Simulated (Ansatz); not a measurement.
Breaking a bond in AsH3 (SMILES [H][As]([H])[H])

AsH3: 4 atoms, total charge 0, spin state singlet. As SMILES, `[H][As]([H])[H]`. Geometry: a GFN2-xTB relaxation, a rough one for these elements and not checked as a minimum.

| atom | x (Å) | y (Å) | z (Å) |
| --- | --- | --- | --- |
| As | -0.0044 | 0.0055 | 0.6560 |
| H | 1.2165 | -0.0297 | -0.2079 |
| H | -0.5828 | 1.0611 | -0.2323 |
| H | -0.6294 | -1.0369 | -0.2157 |

The As1–H2 distance is scanned; the parts on either side stay rigid. Basis STO-3G, 9 core orbitals frozen in the correlated methods; program Ansatz 0.2.0. FCI is exact within this basis and core. Energies in eV from each method's value at 1.496 Å; methods without a U are spin-restricted. The shape above is that at 1.496 Å.

```
distance (Å)  SVWN5  B2PLYP  RPA@PBE  CCSD
       1.496   0.00    0.00     0.00  0.00
       1.870   1.11    1.17     0.92  0.99
       2.244   2.84    3.01     2.53  2.48
       2.992   5.50    5.54     4.69  3.89
       3.740   6.62    5.94     5.06  4.07
```

(1) Estimate the FCI curve, and say how far off each method is.

## Answers

(1) 
```
distance (Å)   FCI
       1.496  0.00
       1.870  0.99
       2.244  2.48
       2.992  3.90
       3.740  4.08
```

Departure from the FCI curve at its largest: SVWN5 +2.54 eV at 3.74 Å; B2PLYP +1.86 eV at 3.74 Å; RPA@PBE +0.98 eV at 3.74 Å; CCSD -0.01 eV at 3.74 Å. Restricted functionals keep the electrons paired too, and rise too high.

The FCI curve has almost levelled off by 3.740 Å, where the As–H bond has essentially become two singlet-coupled radicals, AsH2 and H. At that point the bonding and antibonding σ orbitals are nearly degenerate, and a single closed-shell determinant retains spurious ionic character. CCSD follows FCI closely because only one electron pair is being separated, and single and double excitations treat a pair exactly; the other bonds and the lone pair are largely spectators. This success would not carry over to breaking several bonds at once.

RPA recovers part of this static correlation, though it lies slightly below FCI at 1.870 Å before rising above it. B2PLYP starts above SVWN5 and ends below it, probably because its perturbative term grows more negative as the orbital gap closes.

Even the FCI rise of 4.08 eV exceeds the known As–H bond strength. The likely cause is the minimal basis, whose hydrogen function is too compact for a free atom and so places the separated fragments too high.
